The work function of a zirconium slab with NO held flat above it follows, to about 0.1 eV, from two lengths: how far the N–O bond is stretched and how high the molecule sits. Stretching the bond raises the work function, and height amplifies that rise. The two effects multiply, so one short product replaces a map of density-functional results.

Ansatz 0.2.0, PBE with PAW and plane waves to 420 eV, collinear spin, 4×5×1 k mesh, Gaussian smearing of 0.1 eV, dipole correction along z. One NO lies flat along the first surface vector over a bridge site of a four-plane Zr(100) slab (2×1 cell), with no atoms relaxed. Heights run from the top Zr plane to the NO axis; energies and moments are per cell.

| place bond (Å) | place height (Å) | energy over the lowest point of the map (eV) | work function (eV) | moment (muB) |
| --- | --- | --- | --- | --- |
| 1.060 | 1.440 | 4.991 | 3.790 | 0.000 |
| 1.060 | 2.080 | 4.951 | 3.700 | -0.010 |
| 1.060 | 3.000 | 5.352 | 3.570 | 1.400 |
| 1.160 | 1.440 | 3.355 | 4.150 | 0.000 |
| 1.160 | 2.080 | 3.899 | 4.290 | 0.520 |
| 1.160 | 3.000 | 4.660 | 4.380 | 1.570 |
| 1.329 | 1.440 | 2.429 | 4.680 | 0.000 |
| 1.329 | 2.080 | 3.794 | 5.090 | 1.110 |
| 1.329 | 3.000 | 5.208 | 5.490 | 1.770 |
| 1.591 | 1.440 | 2.492 | 5.240 | 0.000 |
| 1.591 | 2.080 | 4.840 | 5.930 | 0.740 |
| 1.591 | 3.000 | 7.132 | 6.620 | 2.000 |
| 1.905 | 1.440 | 2.848 | 5.740 | 0.000 |
| 1.905 | 2.080 | 6.105 | 6.460 | 0.810 |
| 2.259 | 1.760 | 4.983 | 6.710 | 1.060 |
| 2.645 | 1.440 | 2.399 | 6.520 | 0.460 |
| 3.060 | 1.120 | 0.000 | 5.710 | 0.000 |
| 3.060 | 1.760 | 4.935 | 7.100 | 1.160 |

The multiplication shows at the two ends of the bond range. With the bond squeezed to 1.06 Å, lifting the molecule from 1.44 to 3.0 Å lowers the work function slightly, by 0.22 eV. With the bond at 3.06 Å, lifting it by only 0.64 Å raises the work function by 1.39 eV. Height by itself therefore does little; it matters when the bond is stretched.

### Why stretching and height multiply

The work function is the energy needed to take an electron from the metal to the vacuum just outside. If some electron density moves from the metal onto the molecule, the surface carries a sheet of dipoles with the negative end outward. A departing electron is pushed back towards the metal as it crosses that sheet, so the work function goes up. The gain is proportional to the charge moved and to the distance over which it is moved. The molecule's own dipole hardly enters, because a flat molecule has its dipole nearly parallel to the surface.

Bond length controls how much charge moves. NO has one electron in a pair of antibonding orbitals that could hold four. The energy of this $\pi^*$ level is pushed up by the overlap of the two atoms. In a compressed bond the level is high and takes little charge from the metal. As the bond stretches, the overlap weakens, the level sinks and more electron density flows in.

The opposite limit explains why the gain must level off. Once N and O are far apart, the antibonding level has turned into ordinary atomic $2p$ levels, and further separation barely moves them. The charge already taken up also repels any more that would follow. This account is molecular-orbital reasoning, and neither the levels nor the charges were computed here; what the table itself shows is the consequence, a work function that climbs quickly at first and then more slowly as the bond grows at a given height.

### The hand estimate

Let $d$ be the bond length (place bond) and $h$ the height of the molecular axis over the top metal plane (place height), both in Å. For charges $-q$ at height $h$, one per surface area $A$, the Helmholtz equation gives the shift of the work function $W$:

$$\Delta W = \frac{e\,q\,h}{\varepsilon_0 A}.$$

For the surface cell used here, one electron displaced by 1 Å is worth 5.4 eV. What remains is a simple form for the charge. It is set to zero at the shortest bond, where height has little effect, and should level off at long bonds. With the stretch $x = d - 1.06$, the fraction $x/(1+x)$ does both, which leads to

$$W \approx 3.7 + 3\,h\,\frac{x}{1+x}\quad\text{(in eV)}.$$

The fraction is a convenient interpolation, not a result derived from the orbitals. The starting bond length and the rounded constants were chosen from this table.

Take a moderately stretched molecule, with $d = 1.329$ Å and $h = 2.08$ Å. The stretch is $x = 0.269$, and the fraction is $0.269/1.269 = 0.212$. The estimate is then

$$W \approx 3.7 + 3 \times 2.08 \times 0.212 = 5.02\ \text{eV},$$

against a computed 5.09 eV.

The lowest point of the map, with N and O 3.06 Å apart and only 1.12 Å above the top plane, is a harder case. Here $x = 2$, the fraction is two thirds, and the estimate is $3.7 + 3 \times 1.12 \times 2/3 = 5.94$ eV. The computed value is 5.71 eV. This miss of 0.23 eV is the largest in the table. Both worked rows were among those from which the constants were chosen.

The factor 3 also says how much charge is involved. Dividing $3x/(1+x)$ by 5.4 gives about 0.2 electrons at a bond of 1.591 Å and 0.4 at 3.06 Å. These are apparent charges, the amounts that would produce the shift if they sat exactly at height $h$. They should not be read as the charges of the N and O atoms, since the metal's own electrons rearrange below them.

### Accuracy and range

Over all 18 rows the rule has a root-mean-square error of 0.12 eV, while the computed work functions scatter about their mean by 1.1 eV. Fitting the constants freely to the same rows hardly changes them. When each row in turn is left out of that fit and then predicted, the error is 0.14 eV. The rule thus condenses this map well, but the map is not an independent test of it. The analysis printed below lists the estimate for every row.

The rule weakens as the molecule moves away. At a height of 3.0 Å it is too high in all four rows, by 0.15 eV on average. A charge that shrinks with distance would act in this direction, because the same charge held further out raises the molecule's level more and so resists further transfer. It cannot be the whole reason, though: the estimate is also 0.13 eV too high at a bond of 1.06 Å, where the rule assigns no transferred charge at all. Carried much further out, the formula would let the work function grow without end, although for a real, neutral molecule far away it must return to that of the clean surface. PBE can exaggerate the transfer of electrons to a distant molecule, so the computed values at the largest height may themselves be too high.

Long bonds are no easier: from 2.259 Å upwards the rule misses by 0.12 to 0.23 eV, in either direction. Stretching also slides N and O sideways over different parts of the surface, which the rule ignores. It should therefore stay within the table's bond lengths, 1.06 to 3.06 Å, and heights, about 1.1 to 3.0 Å, and for bonds of 1.905 Å or more it was compared only at heights up to 2.08 Å. The slab has only four rigid planes and a fairly coarse k mesh, so the constants may also differ for a thick crystal. The data makers' tests on other systems put the error of such thin slabs at some 0.05 to 0.1 eV in energy. That figure was not obtained from these runs and does not cover the work function, so the rule's 0.1 eV measures agreement with this map, not with a real surface.

The magnetic state sets another caution, because the moments in the table change sharply between points of the map. At a bond of 1.591 Å the moment grows from zero at the lowest height to 2 $\mu_\mathrm{B}$ at the highest, so a comparison between heights also compares different spin states. The rule passes smoothly through these changes, but part of its remaining error may come from them. This is a guess that the table cannot settle.

The constant 3 also belongs to this coverage, one NO per surface cell. In a sparser layer the same charge per molecule would be spread over a larger area, and the shift would be smaller in proportion. In practice each molecule would then take up somewhat more charge, because its neighbours repel it less, so the fall would be gentler than that.

In electronic devices, the work function of a metal gate or contact helps to set the barrier that carriers meet. The trend shows that N and O on such a metal can change it by electron volts, depending on their separation and height. The highest value in the table, 7.10 eV, belongs to separated atoms held at 1.76 Å, a position 4.9 eV above the lowest point. Atoms free to move would settle closer to the metal, where the dipole is shorter, so the large values here describe a frozen geometry rather than a finished surface.

The analysis program printed:

```
Hand rule, work function in eV:
    row  stretch_A  fraction  estimate  estimate_less_computed
   1.06          0         0       3.7                   -0.09
   1.06          0         0       3.7                       0
   1.06          0         0       3.7                    0.13
   1.16        0.1   0.09091     4.093                -0.05727
   1.16        0.1   0.09091     4.267                -0.02273
   1.16        0.1   0.09091     4.518                  0.1382
  1.329      0.269     0.212     4.616                -0.06426
  1.329      0.269     0.212     5.023                -0.06726
  1.329      0.269     0.212     5.608                  0.1178
  1.591      0.531    0.3468     5.198                -0.04169
  1.591      0.531    0.3468     5.864                -0.06577
  1.591      0.531    0.3468     6.821                  0.2015
  1.905      0.845     0.458     5.679                -0.06146
  1.905      0.845     0.458     6.558                 0.09789
  2.259      1.199    0.5452     6.579                 -0.1311
  2.645      1.585    0.6132     6.349                 -0.1712
   3.06          2    0.6667      5.94                    0.23
   3.06          2    0.6667      7.22                    0.12
rms miss of the hand rule over all rows, eV: 0.1165
largest miss of the hand rule, eV: 0.23
standard deviation of the computed work functions, eV: 1.139
fit of result_work_function on 18 rows: constant 3.72 +/- 0.051, coefficient of place_height * x / (s + x) 2.974 +/- 0.079, s 1.023; rms 0.113, worst 3.06 0.213, leave-one-out rms 0.141
fit of result_work_function on 18 rows: constant 3.691 +/- 0.052, coefficient of place_height * x / (s + x) 2.604 +/- 0.17, coefficient of x / (s + x) 0.4269 +/- 0.28, s 0.9125; rms 0.11, worst 3.06 0.277, leave-one-out rms 0.161
mean miss of the hand rule at height 3.0 angstrom, eV: 0.1469
change of work function from height 1.44 to 3.0 at bond 1.06, eV: -0.22
change of work function from height 1.44 to 3.0 at bond 1.591, eV: 1.38
change of work function from height 1.12 to 1.76 at bond 3.06, eV: 1.39
work function shift per electron and angstrom of lever arm, eV: 5.414
apparent charge in the hand rule at bond 1.591, electrons: 0.1922
apparent charge in the hand rule at bond 3.06, electrons: 0.3694
shift by one full electron with a lever arm of 1.5 angstrom, eV: 8.121
```
